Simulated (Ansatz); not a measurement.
Relaxed bulk Os, space group P6_3/mmc (No. 194):

```yaml
crystal:
  lattice:
    - [2.75283, 0.00000, 0.00000]
    - [-1.37642, 2.38402, 0.00000]
    - [0.00000, 0.00000, 4.35097]
  atoms:
    - { symbol: Os, position: [0.33333, 0.66667, 0.75000] }
    - { symbol: Os, position: [0.66667, 0.33333, 0.25000] }
```

Miller indices refer to the conventional cell of P6_3/mmc (No. 194), a = 2.753 Å, b = 2.753 Å, c = 4.351 Å, α = 90.00°, β = 90.00°, γ = 120.00°.

Consider the (001) slab of 6 planes, 10.9 Å thick with 15 Å of vacuum as cut; outer planes Os (top) and Os (bottom), all atoms relaxed.

Level of theory: DFT PBE, scalar-relativistic, plane waves, PAW in Ansatz 0.2.0. Settings: cutoff 420 eV, Γ-centred mesh 15×15×1 on the computed 6-atom cell, Gaussian smearing of 0.10 eV; no spin polarisation. The cell repeats along c with a dipole correction in the vacuum.

Q: Give the surface energy (mean of both faces).

A: 2.96 J/m².

Q: Give the work function.

A: 5.35 eV.

Q: The top two planes lie 2.175 Å apart in the bulk. How does relaxation change this?

A: The spacing becomes 2.090 Å (-3.9 %).

Slabs this thin can still miss converged surface energies by a few hundredths of a J/m² and work functions by about a tenth of an eV.

Spin-orbit coupling is left out, which matters for the bands of heavy elements.

Worked out: the slab's 6 atoms lie 2.428 eV above the same atoms in the bulk. Shared over two faces of 6.56 Å² this is 185.0 meV/Å², and 1 eV/Å² is 16.02 J/m², which gives 2.96 J/m². The cut crosses 3 bonds a cell (neighbours within 10 % of the shortest distances), so each costs 0.81 eV on this count. The top spacing shrinks by 3.9 %, as is usual at a metal's surface, where atoms that lost neighbours bind closer to those left.

The large surface energy and the contracted outer spacing both reflect osmium's strong 5d bonding. Its partly filled d band holds mostly bonding states, so removing neighbours is costly even on the close-packed basal face. The 0.81 eV per cut bond is nevertheless well below the bulk cohesive energy shared equally among bonds. Metallic d bonding grows less than linearly with coordination, so the bonds that remain at the surface strengthen and recover part of the loss. The same effect pulls the top plane inward, helped by sp electrons that spill into the vacuum and relieve their repulsive pressure on the lattice.

The work function of 5.35 eV fits a dense, smooth termination, where little charge smoothing occurs to weaken the surface dipole, and a heavy 5d metal whose valence s states are relativistically stabilised. These values describe the clean, unreconstructed basal plane; without other facets for comparison, they establish neither the surface-energy anisotropy nor the equilibrium crystal shape.
